## Appendix: Flux from a Knudsen cell and the cosine deposition law

### A.1 Premises and conventions

A Knudsen cell is an isothermal enclosure at temperature $T$ that holds a condensed charge and its vapour and opens to vacuum through a small orifice. The derivation rests on five premises, whose failure is estimated in A.7.

1. The vapour is an ideal classical gas of one species of mass $m$, with number density $n$ and pressure $p=nk_BT$.
2. The orifice, a circle of radius $a$ and area $A=\pi a^2$, is so small that the gas arriving at it from inside has the distribution of the closed cell. In a closed isothermal enclosure that distribution is the Maxwellian, whatever the scattering law of the walls and whatever the ratio of the mean free path to the cell size:
$$f(\mathbf v)=n\left(\frac{m}{2\pi k_BT}\right)^{3/2}e^{-mv^2/2k_BT}.\tag{A1}$$
3. The orifice lies in a plane wall of negligible thickness.
4. Molecules do not collide near the orifice or beyond it, no force acts on them, and none enters from outside.
5. A fixed fraction $s_c$ of the arrivals sticks where it lands, and the rest does not return to the substrate.

The angle $\theta$ lies between the outward normal of the orifice (the cell axis) and the ray from the orifice to a receiving element $dS$. The angle $\varphi$ lies between the normal of $dS$ and the direction back to the orifice, and $r$ is the length of the ray. The flux $J$ counts molecules per unit time and per unit area of the receiving surface. If each incorporated molecule adds a volume $\Omega$, the thickness grows as $s_c\Omega J$, so that thickness and flux have the same profile.

### A.2 Emission into a solid angle

Take molecules with speed in $dv$ and direction in the solid angle $d\omega=\sin\theta\,d\theta\,d\chi$, where $\chi$ is the azimuth about the axis, so that $d^3v=v^2\,dv\,d\omega$. Those that cross an element $dA$ of the orifice in a time $dt$ occupy, at the start of the interval, an oblique cylinder of base $dA$ and slant length $v\,dt$. Its height is $v\cos\theta\,dt$ and its volume $v\cos\theta\,dt\,dA$. By premises 2 and 3 the cylinder is filled according to (A1) for every $\theta<\pi/2$, so
$$d\dot N=f(v)\,v^3\,dv\,\cos\theta\,d\omega\,dA.\tag{A2}$$
Speed and direction separate because $f$ is isotropic. The factor $\cos\theta$ is the projection of $dA$ on the plane normal to the ray, and it involves no assumption about how walls re-emit. The substitution $y=v^2$ gives $\int_0^\infty v^3e^{-bv^2}dv=1/(2b^2)$, and with $b=m/2k_BT$
$$\int_0^\infty f\,v^3\,dv=n\left(\frac{m}{2\pi k_BT}\right)^{3/2}2\left(\frac{k_BT}{m}\right)^2=\frac{\Phi}{\pi},\qquad \Phi\equiv n\sqrt{\frac{k_BT}{2\pi m}}=\frac{p}{\sqrt{2\pi mk_BT}}.\tag{A3}$$
The emission per unit solid angle is therefore
$$\frac{d\dot N}{d\omega}=\frac{\Phi\,dA}{\pi}\cos\theta.\tag{A4}$$
Since $\int_0^{2\pi}d\chi\int_0^{\pi/2}\cos\theta\sin\theta\,d\theta=\pi$, the whole orifice emits $\dot N=\Phi A$. This identifies $\Phi$ as the Hertz–Knudsen impingement rate, equal to $n\bar v/4$ with $\bar v=\sqrt{8k_BT/\pi m}$. The same integral cut off at $\theta$ shows that a fraction $\sin^2\theta$ of the output leaves within a cone of half-angle $\theta$. The speeds in (A2) are weighted by $v^3e^{-bv^2}$ in every direction, and $\int_0^\infty v^5e^{-bv^2}dv=1/b^3$ gives a mean kinetic energy $\tfrac m2\cdot\tfrac2b=2k_BT$ per effusing molecule, against $\tfrac32k_BT$ in the cell.

### A.3 Arrival at a surface

By premise 4 the trajectories are straight, and in the steady state every molecule emitted into the solid angle that $dS$ subtends at $dA$ arrives at $dS$. The projection of $dS$ normal to the ray is $dS\cos\varphi$, so $d\omega=dS\cos\varphi/r^2$. Inserting this in (A4), dividing by $dS$ and summing over the orifice gives
$$J=\frac{\Phi}{\pi}\int_A\frac{\cos\theta\cos\varphi}{r^2}\,dA.\tag{A5}$$
For $a\ll r$ the integrand is nearly constant over the orifice. Its term linear in the displacement from the centre integrates to zero over a circle, so the first correction is of second order in $a/r$ (away from grazing angles), and
$$\boxed{J=\frac{pA\cos\theta\cos\varphi}{\pi r^2\sqrt{2\pi mk_BT}}}\tag{A6}$$
for $\cos\theta>0$ and $\cos\varphi>0$, with $J=0$ otherwise. The two cosines have separate origins: the first belongs to the source and the second to the receiver. An isotropic point source of total output $\dot N$ has $d\dot N/d\omega=\dot N/4\pi$ and keeps only the second:
$$J_{\rm pt}=\frac{\dot N\cos\varphi}{4\pi r^2}.\tag{A7}$$

### A.4 Parallel plane and tangent sphere

**Parallel plane.** Let the plane lie at height $h$ above the orifice, normal to the axis, and let $x$ be the distance from the foot of the axis. Then $r^2=h^2+x^2$ and $\cos\theta=\cos\varphi=h/r$. Equation (A6) becomes $J=\dot Nh^2/\pi r^4$ and (A7) becomes $J_{\rm pt}=\dot Nh/4\pi r^3$, that is
$$J=\frac{\dot N}{\pi h^2}\left[1+\frac{x^2}{h^2}\right]^{-2},\qquad J_{\rm pt}=\frac{\dot N}{4\pi h^2}\left[1+\frac{x^2}{h^2}\right]^{-3/2}.\tag{A8}$$
For equal total output the orifice delivers 4 times the axial flux of the point source. Its profile falls to one half at $x/h=(2^{1/2}-1)^{1/2}=0.64$, that of the point source at $(2^{2/3}-1)^{1/2}=0.77$. Number is conserved: $\int_0^X J\,2\pi x\,dx=\dot NX^2/(X^2+h^2)$, which is the cone fraction $\sin^2\theta$ and tends to $\dot N$, whereas the infinite plane collects $\dot N/2$ from the point source.

**Sphere.** Take a sphere of radius $R$ through the orifice $S$, with centre $C$, and a point $P$ on its inner surface. The normal at $P$ points to $C$. The triangle $SCP$ has $CS=CP=R$, so its angles at $S$ and at $P$ are both $\varphi$, and the chord is $r=2R\cos\varphi$. Equation (A6) gives
$$J=\frac{\dot N}{4\pi R^2}\,\frac{\cos\theta}{\cos\varphi}.\tag{A9}$$
Here $\theta$ is the angle of the ray to the axis and $\varphi$ its angle to $SC$. The two agree for all rays if $C$ lies on the axis, that is, if the sphere is tangent to the orifice plane at the orifice. The flux is then uniform, $J=\dot N/4\pi R^2$, the whole output spread over the whole sphere. If $C$ is off the axis, part of the sphere lies behind the orifice plane and receives nothing, and the rest is coated unevenly. For the point source the uniformly coated sphere is the concentric one, where $r=R$ and $\varphi=0$.

### A.5 Tilted cell, fixed substrate

Let the substrate be the plane $z=0$ with its normal $\hat{\mathbf z}$ on the side of the source. The cell axis passes through the substrate centre $O$, makes an angle $\alpha$ with the normal, and has length $L$ from orifice to $O$. Choose $x$ in the plane of tilt, positive away from the cell. The orifice is at $(-L\sin\alpha,\,0,\,L\cos\alpha)$, and the unit vector along the axis is $\hat{\mathbf u}=(\sin\alpha,\,0,\,-\cos\alpha)$. The ray to the point $(x,y,0)$ is $\mathbf r=(x+L\sin\alpha,\;y,\;-L\cos\alpha)$, from which
$$r^2=L^2+2Lx\sin\alpha+x^2+y^2,\quad \cos\theta=\frac{\mathbf r\cdot\hat{\mathbf u}}{r}=\frac{L+x\sin\alpha}{r},\quad\cos\varphi=-\frac{\mathbf r\cdot\hat{\mathbf z}}{r}=\frac{L\cos\alpha}{r}.$$
With $\xi=x/L$, $\eta=y/L$ and $D=1+2\xi\sin\alpha+\xi^2+\eta^2$, equation (A6) reads
$$J=J_0\,\frac{1+\xi\sin\alpha}{D^2},\qquad J_0=\frac{\Phi A\cos\alpha}{\pi L^2},\tag{A10}$$
valid in front of the orifice plane, $1+\xi\sin\alpha>0$. At $\alpha=0$ it reduces to (A8). A point source at the same place gives a profile $D^{-3/2}$.

The logarithmic derivative along the tilt direction is
$$\frac{\partial\ln J}{\partial\xi}=\frac{\sin\alpha}{1+\xi\sin\alpha}-\frac{4(\sin\alpha+\xi)}{D},\tag{A11}$$
which equals $-3\sin\alpha$ at the centre. The point source has the same central slope, because $\cos\theta$ is stationary on the axis: near $O$ the gradient comes from $\cos\varphi/r^2\propto r^{-3}$ alone. Setting (A11) to zero on $\eta=0$ and clearing denominators gives $3\sin\alpha\,\xi^2+(4+2\sin^2\alpha)\,\xi+3\sin\alpha=0$. For $\alpha=30^\circ$ this is $\xi^2+3\xi+1=0$. The root in front of the orifice plane is $\xi=(\sqrt5-3)/2=-0.38$, where $J/J_0=1.39$. The maximum lies between the foot of the perpendicular from the orifice, at $\xi=-\sin\alpha$, and the aiming point.

### A.6 Tilted cell, rotating substrate

Uniform rotation about the normal through $O$ carries a point at radius $\rho=uL$ round the circle $\xi=u\cos\psi$, $\eta=u\sin\psi$. Over whole turns it receives $\bar J=J_0G(u)$, with
$$G(u)=\frac1{2\pi}\int_0^{2\pi}\frac{1+\tfrac12Q\cos\psi}{(P+Q\cos\psi)^2}\,d\psi,\qquad P=1+u^2,\quad Q=2u\sin\alpha,$$
provided that $u\sin\alpha<1$, so that the circle stays in front of the orifice plane. The substitution $\tau=\tan(\psi/2)$ gives, for $P>Q\ge0$,
$$K=\frac1{2\pi}\int_0^{2\pi}\frac{d\psi}{P+Q\cos\psi}=\frac1\pi\int_{-\infty}^{\infty}\frac{d\tau}{(P+Q)+(P-Q)\tau^2}=(P^2-Q^2)^{-1/2}.$$
Differentiation under the integral sign supplies the two averages needed. The mean of $(P+Q\cos\psi)^{-2}$ is $-\partial K/\partial P=P(P^2-Q^2)^{-3/2}$, and the mean of $\cos\psi\,(P+Q\cos\psi)^{-2}$ is $-\partial K/\partial Q=-Q(P^2-Q^2)^{-3/2}$. Hence $G=(P-Q^2/2)(P^2-Q^2)^{-3/2}$, and $1-2\sin^2\alpha=\cos2\alpha$ turns this into
$$G(u)=\frac{1+u^2\cos2\alpha}{\left(1+2u^2\cos2\alpha+u^4\right)^{3/2}}.\tag{A12}$$
Put $w=u^2$ and $g(w)=(1+2w\cos2\alpha+w^2)^{-1/2}$. Direct differentiation shows $d(wg)/dw=g-w(\cos2\alpha+w)g^3=G$. Because $g$ is the generating function $\sum_l P_l(\cos2\alpha)(-w)^l$ of the Legendre polynomials, for $u<1$
$$G=\sum_{l=0}^\infty(l+1)P_l(\cos2\alpha)(-u^2)^l=1-2u^2\cos2\alpha+3u^4P_2(\cos2\alpha)-\dots\tag{A13}$$
Rotation removes the linear gradient and leaves a quadratic term that vanishes at $\alpha=45^\circ$. For smaller tilt the film thins towards the edge, and for larger tilt it first thickens. The fraction of the output collected by a wafer of radius $uL$, fixed or rotating, follows from the same identity with $2\pi\rho\,d\rho=\pi L^2dw$:
$$\frac{1}{\dot N}\int\bar J\,2\pi\rho\,d\rho=\cos\alpha\int_0^{u^2}G\,dw=\frac{u^2\cos\alpha}{\sqrt{1+2u^2\cos2\alpha+u^4}}.\tag{A14}$$

### A.7 Range of validity

**Finite orifice.** On the axis of a parallel plane (A5) can be done exactly: $J=\Phi\int_0^a 2h^2\sigma\,d\sigma/(h^2+\sigma^2)^2=\Phi a^2/(a^2+h^2)$, with $\sigma$ the radius in the orifice. Equation (A6) gives $\Phi a^2/h^2$, too high by the relative amount $(a/h)^2$.

**Collisions near the orifice.** For hard spheres of diameter $d$ the mean free path in the cell is $\lambda=k_BT/(\sqrt2\pi d^2p)$. Without collisions $f$ is constant along a trajectory, so at a distance $z'$ outside on the axis the density is $n$ times the fraction of the full solid angle that the orifice fills, $\tfrac12[1-z'/\sqrt{z'^2+a^2}]$. The integral of this fraction over $z'$ from $0$ to $\infty$ is $a/2$. An axial molecule thus collides outside with a probability of order $a/2\lambda$, and the missing return flux leaves a density deficit of the same form inside. Relative corrections to (A6) scale as $a/2\lambda$, with a coefficient of order one that this estimate does not fix. For $\lambda\lesssim a$ the efflux becomes a collective expansion and (A4) fails.

**Lip of thickness $t\ll a$.** For the direction $\theta$ the entrance and exit circles are displaced by $t\tan\theta$, and to first order a strip of area $2at\tan\theta$ is shadowed, which removes $(\Phi/\pi)\,2at\sin\theta$ from the emission per solid angle. The channel wall sees the cell over half of its hemisphere and receives $\Phi/2$. If it re-emits all of this diffusely, its visible projected area $2at\sin\theta$ restores half of the loss. Then
$$\frac{d\dot N}{d\omega}\simeq\frac{\Phi A}{\pi}\cos\theta\left[1-\frac{t\tan\theta}{\pi a}\right]\qquad(t\tan\theta\ll a),\tag{A15}$$
and integration over the hemisphere, with $\int_0^{\pi/2}\sin^2\theta\,d\theta=\pi/4$, gives the transmission probability (Clausing factor) $W\simeq1-t/2a$. The axial intensity is unchanged at this order and the beam narrows. A deep channel or an open crucible with $t\gtrsim a$ lies outside the derivation.

**Depletion of the vapour.** A melt of area $A_s$ and evaporation coefficient $\gamma$ supplies a net rate $\gamma A_s(p_{\rm eq}-p)/\sqrt{2\pi mk_BT}$, since in equilibrium evaporation balances the condensing fraction $\gamma$ of the impingement. Equating this to the loss $WAp/\sqrt{2\pi mk_BT}$ gives $p=p_{\rm eq}/(1+WA/\gamma A_s)$. This balance treats $p$ as uniform; transport from melt to orifice can add a term of similar order. Premise 2 needs $WA\ll\gamma A_s$.

**Background gas and sticking.** A background with mean free path $\lambda_b$ for the beam multiplies the direct flux by $e^{-r/\lambda_b}$. If $s_c$ depends on position through the substrate temperature, or if warm surfaces re-emit towards the substrate, thickness no longer maps (A6).

### A.8 Illustration: indium cell at 30°

Consider the indium supply for indium-limited epitaxy of InP(001). The material inputs are approximate: atomic mass $114.82$ u, vapour taken as monatomic with $\log_{10}(p/{\rm Pa})\approx10.38-12276\ {\rm K}/T$ over the liquid, and lattice constant $a_L\approx0.587$ nm. The assumed inputs are $T=1100$ K, $a=2.5$ mm, $t=0.2$ mm, a melt 30 mm across with $\gamma=1$, $L=0.20$ m, $\alpha=30^\circ$, a wafer of radius 50 mm, $s_c=1$ and $d=0.40$ nm. A third digit is carried in intermediate values only.

The vapour pressure is $p=0.166$ Pa and $m=1.907\times10^{-25}$ kg, so $\sqrt{2\pi mk_BT}=1.349\times10^{-22}$ kg m s$^{-1}$ and $\Phi=1.23\times10^{21}$ m$^{-2}$ s$^{-1}$. With $A=1.96\times10^{-5}$ m$^2$ the cell emits $\dot N=2.42\times10^{16}$ s$^{-1}$, or 17 mg of indium per hour, and (A10) gives $J_0=1.67\times10^{17}$ m$^{-2}$ s$^{-1}$. The cubic cell of the zinc-blende lattice holds four indium atoms in two (001) layers, so $\Omega=a_L^3/4=5.06\times10^{-29}$ m$^3$ and one layer holds $2/a_L^2=5.80\times10^{18}$ m$^{-2}$. The model's rate at the centre is 0.029 monolayers per second, one every 35 s, or $J_0\Omega=30$ nm h$^{-1}$.

The profiles along the tilt direction, each relative to its value at the centre, are:

| $x$ (mm) | $-50$ | $-25$ | $+25$ | $+50$ |
|---|---|---|---|---|
| orifice, fixed wafer (A10) | 1.33 | 1.18 | 0.82 | 0.65 |
| point source, fixed wafer | 1.37 | 1.19 | 0.82 | 0.67 |
| orifice, rotating wafer (A12) | 0.94 | 0.98 | 0.98 | 0.94 |

On the fixed wafer the central slope is $-0.75$ % per mm, the near edge receives 2.0 times the flux of the far edge, the two points $y=\pm50$ mm on $x=0$ receive 0.89 of the central flux, and the maximum at $x=-76$ mm lies off the wafer. Rotation with a period short against 35 s leaves an edge ($u=0.25$) that is 6 % thin, at 28 nm h$^{-1}$. A tilt of $45^\circ$ would reduce the drop to 0.6 %, at the price of a central flux lower by the factor $\cos45^\circ/\cos30^\circ=0.82$. By (A14) the wafer collects 5.2 % of the output.

The neglected terms have the following sizes. The mean free path is $\lambda=0.13$ m, 26 orifice diameters, so $a/2\lambda=0.01$; it also exceeds the cell width, and the Maxwellian is maintained by the melt and walls. The finite-orifice term is $(a/L)^2=1.6\times10^{-4}$. The lip has $W=0.96$ and lowers the flux at $\tan\theta=0.25$, the value at $y=\pm50$ mm, by 0.6 % relative to the axis. Depletion lowers $p$ by 2.6 % in the uniform-pressure balance. An assumed background of $10^{-3}$ Pa at 300 K, treated roughly with the same hard-sphere formula and diameter, has $\lambda_b\approx5.8$ m; it removes about 3 % of the central flux and adds about 0.8 % to the contrast between near and far edge of a fixed wafer. The lip and collision terms leave the 6 % edge drop under rotation uncertain by about one percentage point, and they are as large as the difference between orifice and point source at $\pm25$ mm. The absolute rate is less certain than the shape: $d\ln J/dT=12276\ {\rm K}\,\ln10/T^2-1/2T$ is 2.3 % per kelvin, on top of the uncertainty of the vapour-pressure input.

The 30 nm h$^{-1}$ is the model's rate for a near-ideal orifice, and it is only about 3 % of the rate of order 1 µm h$^{-1}$ typical of molecular-beam epitaxy, where open crucibles are the rule. To reach that rate at the same $T$ and $L$, (A10) would ask for an opening 29 mm across, as wide as the melt, where premise 2 fails and the angular distribution is set by the crucible shape and the fill level.